**The one-band assumption in trap noise: what the valence band does in semi-insulating CdTe**

**1. The one-band result**

A sample of volume V holds on average N₀ = n₀V free electrons and several kinds of trap, N_j centres of kind j with occupancy f_j = n₀/(n₀ + n₁j). Here n₁j is the electron density that the band would have with the Fermi level at the trap, degeneracy factors absorbed. The sample is in equilibrium, the bands are non-degenerate, and no charge passes the contacts. Spectra are one-sided: ∫₀^∞ S df is the variance, and ω = 2πf.

With m_j electrons on traps j and capture coefficient c_nj, the net capture rate is c_nj[n(N_j − m_j) − n₁j m_j]. Measure every fluctuation as a shift of a quasi-Fermi level in units of kT: x_n = δN/N₀ and x_j = δm_j/s_j, with s_j = N_j f_j(1 − f_j). The linearised net capture rate is then

J_j = a_j(x_n − x_j) + ξ_j, a_j = c_nj n₀ N_j(1 − f_j) = s_j/τ_j, 1/τ_j = c_nj(n₀ + n₁j). (1)

The quantity a_j is the equilibrium rate in each direction. A Poisson stream of rate a has the spectrum 2a, so capture and emission together give ξ_j the white spectrum 4a_j.

This is a network. Band and traps are nodes with capacities N₀ and s_j, the a_j are conductances, and (L + iωC)x = ζ, with C the diagonal matrix of capacities and L the symmetric conductance matrix, whose rows sum to zero. Each link injects ±ξ at its two ends, so the spectral matrix of ζ is 4L. With Z = (L + iωC)⁻¹ one has L = (Z⁻¹ + Z†⁻¹)/2, and

S_x = Z·4L·Z† = 2(Z + Z†) = 4 Re Z, (2)

because Z is symmetric. Hence S_N = 4N₀² Re(1/Y), where Y = 1/Z_nn is the admittance seen from the conduction-band node. For one band, each trap is a conductance a_j in series with a capacity s_j:

Y₀ = iωN₀ + Σ_j iωs_j u_j, u_j = 1/(1 + iωτ_j), (3)

and Re Y₀/|Y₀|² gives

S_N = [Σ_j 4s_jτ_j/(1 + ω²τ_j²)] / |1 + Σ_j s_j u_j/N₀|². (4)

The Lorentzians of the traps add only when Σ ≡ Σ_j s_j ≪ N₀. Semi-insulating material is at the other extreme. Put A = Σ_j a_j and Γ_n = A/N₀, the inverse trapping lifetime of an electron. For ωτ_j ≫ 1, (4) becomes 4N₀Γ_n/(ω² + Γ_n²), one Lorentzian of variance N₀. It holds nearly all the variance provided Γ_nτ_j ≫ 1 for every trap. Σ ≫ N₀ alone does not guarantee this, since Σ may come from a slow trap and A from a fast, sparse one.

*Predict.* If the fast Lorentzian carries almost all the variance, does it also set the spectrum at ω → 0?

It need not. For Σ ≫ N₀, (4) gives S_N(0)/N₀² = 4Σ_j s_jτ_j/Σ², and the Cauchy–Schwarz inequality Σ² ≤ (Σ_j s_jτ_j)(Σ_j s_j/τ_j) makes this at least 4/A, the fast plateau. The excess belongs to slow modes, in which charge moves from trap to trap through the band. These modes are where the second band matters.

**2. Where the assumption enters**

It enters twice. The balance of a trap was dδm_j/dt = J_j, with no hole term, and conservation was δN + Σδm_j = 0, with no δP. In the network the two statements are one: each trap node has a single link. With the Fermi level near midgap, free holes are about as numerous as free electrons, and a midgap trap exchanges with both bands.

Let P₀ = p₀V, x_p = −δP/P₀ (the shift of the hole quasi-Fermi level, same sign convention as x_n), c_pj the hole capture coefficient and p₁j = n_i²/n₁j, so that 1 − f_j = p₀/(p₀ + p₁j). The net rate at which electrons drop from trap j to the valence band is c_pj[p m_j − p₁j(N_j − m_j)], or linearised

K_j = b_j(x_j − x_p) + η_j, b_j = c_pj p₀ N_j f_j = s_j c_pj(p₀ + p₁j), (5)

with spectrum 4b_j for η_j. Now dδm_j/dt = J_j − K_j and P₀ dx_p/dt = Σ_j K_j. The network has gained one node of capacity P₀, tied to every trap, and (2) still holds.

*Predict.* At fixed n and p a trap now relaxes at the rate 1/τ_j + c_pj(p₀ + p₁j). Is it enough to put this shorter time into (4)? Try one trap first.

**3. The first correction**

It is not enough. The shorter time presumes x_p = 0, a valence band that acts as a reservoir. In semi-insulating material P₀ ≪ s_j: the valence band fills up at once and x_p follows the traps. With a single trap the new link leads to a dead end of negligible capacity, and S_N hardly changes however large b is.

Eliminate the hole node. With B = Σ_j b_j, its equation gives x_p = Σ_k b_k x_k/(B + iωP₀), and the trap block of the matrix gains

ΔL_jk = b_j δ_jk − b_j b_k/(B + iωP₀). (6)

To first order ΔZ = −Z ΔL Z, so ΔZ_nn = −Σ_jk Z_nj ΔL_jk Z_kn. In the one-band network trap j is a voltage divider, Z_jn = u_j Z_nn, and ΔY = −ΔZ_nn/Z_nn². Therefore ΔY = Σ_j b_j u_j² − (Σ_j b_j u_j)²/(B + iωP₀). With ū = Σ_j b_j u_j/B and Γ_p = B/P₀, the inverse trapping lifetime of a hole, this splits exactly into

ΔY = Σ_{j<k} (b_j b_k/B)(u_j − u_k)² + iωP₀ū²/(1 + iω/Γ_p). (7)

The second term is the small capacity of the valence band. The first is a bridge between pairs of traps; it needs two traps that both exchange holes and have different τ.

*Predict the sign* of the change in S_N(0) caused by the bridge, using u_j − u_k = iω(τ_k − τ_j)u_j u_k.

The square of iω is negative. At low frequency Y = iωC_t + ω²R, with C_t = N₀ + P₀ + Σ, and Re(1/Y) → R/C_t². From (3) and (7),

R = Σ_j s_jτ_j − Σ_{j<k}(b_j b_k/B)(τ_j − τ_k)² + P₀(2τ̄ + 1/Γ_p), τ̄ = Σ_j b_jτ_j/B. (8)

For N₀, P₀ ≪ Σ the last term drops, and

S_N(0)/N₀² = (4/Σ²)[Σ_j s_jτ_j − Σ_{j<k}(b_j b_k/B)(τ_j − τ_k)²]. (9)

The valence band lowers the plateau, since it offers a second path along which the traps equalise. At ω ≈ Γ_n the correction is tiny: |u_j| ≈ 1/(Γ_nτ_j), and the unsplit form of ΔY with the Cauchy–Schwarz inequality gives |ΔY|/A ≤ 2Σ_j (b_j/A)/(Γ_nτ_j)².

**4. Two traps, to all orders**

*Predict.* What is the small parameter of (9)? The ratio b_j/a_j is a natural guess.

Take two traps and ω ≪ Γ_n, Γ_p, so that both band capacities can be set to zero. Each band is then a junction of two conductances in series, and the two bands act in parallel between the traps:

g_n = a₁a₂/A, g_p = b₁b₂/B, r = g_p/g_n. (10)

Let y = x₁ − x₂ and κ = 1/s₁ + 1/s₂. Conservation, s₁x₁ + s₂x₂ = 0, gives x₁ = s₂y/Σ and x₂ = −s₁y/Σ. The mode y decays at the rate λ = κ(g_n + g_p), and its variance is κ whatever the links. The band follows as x_n = (a₁x₁ + a₂x₂ − ξ₁ − ξ₂)/A = α_n y + white noise, with α_n = (a₁s₂ − a₂s₁)/(AΣ). The electron noise that drives y is proportional to a₂ξ₁ − a₁ξ₂, which is uncorrelated with ξ₁ + ξ₂ because a₂a₁ − a₁a₂ = 0. So

S_N/N₀² = 4/A + 4α_n²κ λ/(λ² + ω²), λ = λ₀(1 + r), λ₀ = κg_n. (11)

The holes leave the variance α_n²κ of the slow Lorentzian alone and raise its corner by the factor 1 + r. Its plateau, 4g_n(τ₁ − τ₂)²/Σ² for one band, is divided by 1 + r, and its 1/ω² tail is multiplied by 1 + r. Expanding 1/(1 + r) ≈ 1 − r returns −4g_p(τ₁ − τ₂)²/Σ², the pair term of (9). The small parameter is r, a ratio of series conductances, each governed by its weaker link. One b_j may exceed its a_j many times without spoiling the expansion.

**5. A model of semi-insulating CdTe**

All capacities and rates are now densities, per cm³, and the noise is quoted as V·S_N/N₀² in cm³/Hz. At 300 K, kT = 25.85 meV. The gap is 1.48 eV (compiled value, Skelton 2020). Approximate inputs are N_c = 8×10¹⁷ cm⁻³, N_v = 1.5×10¹⁹ cm⁻³, μ_n = 1000 and μ_p = 80 cm²/(V s). They give n_i = (N_cN_v)^½ exp(−E_g/2kT) = 1.28×10⁶ cm⁻³. Take n₀ = 2×10⁶ cm⁻³, so that p₀ = 8.23×10⁵ cm⁻³, E_c − E_F = 0.691 eV and ρ = 3.0×10⁹ Ω cm.

Two illustrative deep levels are assumed, a donor-like one that captures electrons strongly and an acceptor-like one that captures holes strongly.

| | trap 1 | trap 2 |
|---|---|---|
| density (cm⁻³) | 4×10¹² | 5×10¹² |
| n₁ (cm⁻³) | 6×10⁶ | 5×10⁵ |
| c_n (cm³/s) | 3×10⁻⁷ | 1×10⁻⁸ |
| c_p (cm³/s) | 1×10⁻⁸ | 2×10⁻⁷ |
| E_c − E_t (eV) | 0.662 | 0.726 |
| f | 0.25 | 0.80 |
| s (cm⁻³) | 7.5×10¹¹ | 8.0×10¹¹ |
| τ (s) | 0.417 | 40 |
| a (cm⁻³ s⁻¹) | 1.80×10¹² | 2.0×10¹⁰ |
| b (cm⁻³ s⁻¹) | 8.23×10⁹ | 6.58×10¹¹ |

The first four rows are inputs. Then Σ = 1.55×10¹² cm⁻³, which is 7.75×10⁵ times n₀, A = 1.82×10¹² and B = 6.66×10¹¹ cm⁻³ s⁻¹, Γ_n = 9.1×10⁵ s⁻¹ and Γ_p = 8.1×10⁵ s⁻¹. The products μ_n/Γ_n = 1.1×10⁻³ and μ_p/Γ_p = 9.9×10⁻⁵ cm²/V, like the resistivity, are of the size typical of detector-grade CdTe; n₀, the densities and the two large coefficients were chosen to make them so. Since Γ_nτ₁ = 3.8×10⁵ and Γ_nτ₂ = 3.6×10⁷, the fast Lorentzian is well defined, with corner Γ_n/2π = 145 kHz and plateau 4/A = 2.20×10⁻¹² cm³/Hz.

*Predict.* Holes carry only a few per cent of the current. Before computing, guess r from the last two rows of the table.

The weak links are a₂ and b₁, and they are comparable: g_n = 1.98×10¹⁰ and g_p = 8.13×10⁹ cm⁻³ s⁻¹, so r = 0.41. Mobility does not enter r.

For one band, λ₀ = 0.0511 s⁻¹, a corner at 8.1 mHz, with slow plateau 5.16×10⁻¹¹ cm³/Hz. This is 23 times the fast plateau, although the mode holds only the fraction α_n²κn₀ = 1.3×10⁻⁶ of the variance (α_n = 0.505). With holes, λ = 0.0721 s⁻¹, the corner moves to 11.5 mHz and the slow plateau falls by 29 % to 3.66×10⁻¹¹ cm³/Hz. The first-order formula gives 3.04×10⁻¹¹ cm³/Hz, a fall of 41 %: the right sign and size, but at this r the full form (11) is needed. The slow term exceeds the fast plateau only below about 45 mHz, so the change is confined to very low frequencies.

The other pieces are negligible. The P₀ term of (8) is 5×10⁻⁶ of the pair term, and the bound on |ΔY|/A at ω = Γ_n is 6×10⁻¹⁴. The tempting substitution fails badly: it would shorten τ₂ from 40 s to 1.18 s and τ₁ to 0.415 s, and (4) would then give 2.09×10⁻¹² cm³/Hz at zero frequency, a factor 19 below the total 3.88×10⁻¹¹ cm³/Hz of (11).

*Predict.* Shift the balance of shallow dopants so that n₀ rises, the deep levels unchanged. Since p₀/n₀ falls as 1/n₀², does r do the same?

| n₀ (cm⁻³) | ρ (Ω cm) | r | 1 − r | 1/(1 + r) |
|---|---|---|---|---|
| 5×10⁵ | 8.2×10⁹ | 0.82 | 0.18 | 0.55 |
| 2×10⁶ | 3.0×10⁹ | 0.41 | 0.59 | 0.71 |
| 2×10⁷ | 3.1×10⁸ | 0.10 | 0.90 | 0.91 |
| 2×10⁸ | 3.1×10⁷ | 0.012 | 0.988 | 0.988 |

It falls more slowly. Once the Fermi level lies above both traps they are nearly full, a_j saturates at the emission-limited value c_nj n₁j N_j, and b_j → c_pj p₀N_j, so r ∝ 1/n₀. The first-order term is accurate in the last two rows and useless in the first.

**6. What the current sees**

A noise measurement at low bias senses the conductance, δσ/σ = w_n x_n − w_p x_p, where w_n and w_p are the shares of the conductivity; here w_p/w_n = μ_p p₀/(μ_n n₀) = 0.0329. By the argument of section 4, x_p = α_p y + white noise of spectrum 4/B, with α_p = (b₁s₂ − b₂s₁)/(BΣ), and the two white parts are independent. For ω ≪ Γ_n, Γ_p,

S_σ/σ² = 4w_n²/A + 4w_p²/B + 4(w_nα_n − w_pα_p)²κλ/(λ² + ω²). (12)

*Predict.* Do electrons and holes reinforce or cancel in the slow mode?

Electrons follow trap 1 and holes follow trap 2, whose shifts have opposite signs: α_p = −0.472. When charge moves from trap 2 to trap 1, both n and p rise, so they reinforce. The slow power gains the factor [1 − w_pα_p/(w_nα_n)]² = 1.06. On the fast plateau the holes add (w_p/w_n)²A/B = 0.3 %. Relative to the electron-only, one-band value, the slow plateau of the conductance noise is multiplied by 0.75 and its tail by 1.50. Most of the correction comes from the changed kinetics, little from the hole current itself.

**7. Neighbouring terms**

Band-to-band recombination links the two band nodes directly, with conductance B_r n_i². A generous B_r = 10⁻⁹ cm³/s gives 1.6×10³ cm⁻³ s⁻¹, which is 8×10⁻⁸ of g_n.

A shallow acceptor must not be put into the pair sum of (9). Its b dominates B while its a is minute, so the expansion parameter of its pairs is large. It is tied to the valence band and belongs to that node, whose capacity becomes P₀(1 + N_A/p₁). For an assumed 10¹⁶ cm⁻³ at E_v + 0.14 eV, p₁ = 6.7×10¹⁶ cm⁻³ and the capacity grows by 15 %, still nothing beside Σ. The slow mode is unaffected.

Ohmic contacts hold x_n = x_p = 0 at the surface and so short the two bands together there. With the static dielectric constant 10.2 (compiled value, Rakita 2019), the dielectric relaxation time ερ is 2.7 ms, far shorter than 1/λ, so the slow mode stays neutral and electrons and holes diffuse to the contact in pairs. The pair flux is −K∇(x_n − x_p), with 1/K = 1/(D_n n₀) + 1/(D_p p₀) and D = μkT/e. Since x_n − x_p = (α_n − α_p)y and α_n − α_p = 0.98, the mode is damped within a layer of about [K/(g_n + g_p)]^½ = 77 μm. For a 2 mm slab the two layers make up roughly 8 % of the volume: smaller than the bridge correction, but as large as the hole-current factor.

**8. How far to trust the size**

The value r = 0.41 is the model's. It is close to b₁/a₂ and so proportional to c_p1/c_n2, the two weak coefficients, which the μτ products do not fix and which could each differ by an order of magnitude. At fixed n₀ and n₁j it also scales as n_i², and a gap larger by 0.02 eV would lower it by a factor 2.2. The structure is what carries over. The fast Lorentzian of variance N₀ and rate Γ_n survives the second band untouched. The slow trap-to-trap mode keeps its variance and speeds up by 1 + g_p/g_n, and with n₀ within a factor of a few of n_i and weak coefficients of similar size, g_p/g_n is of order one.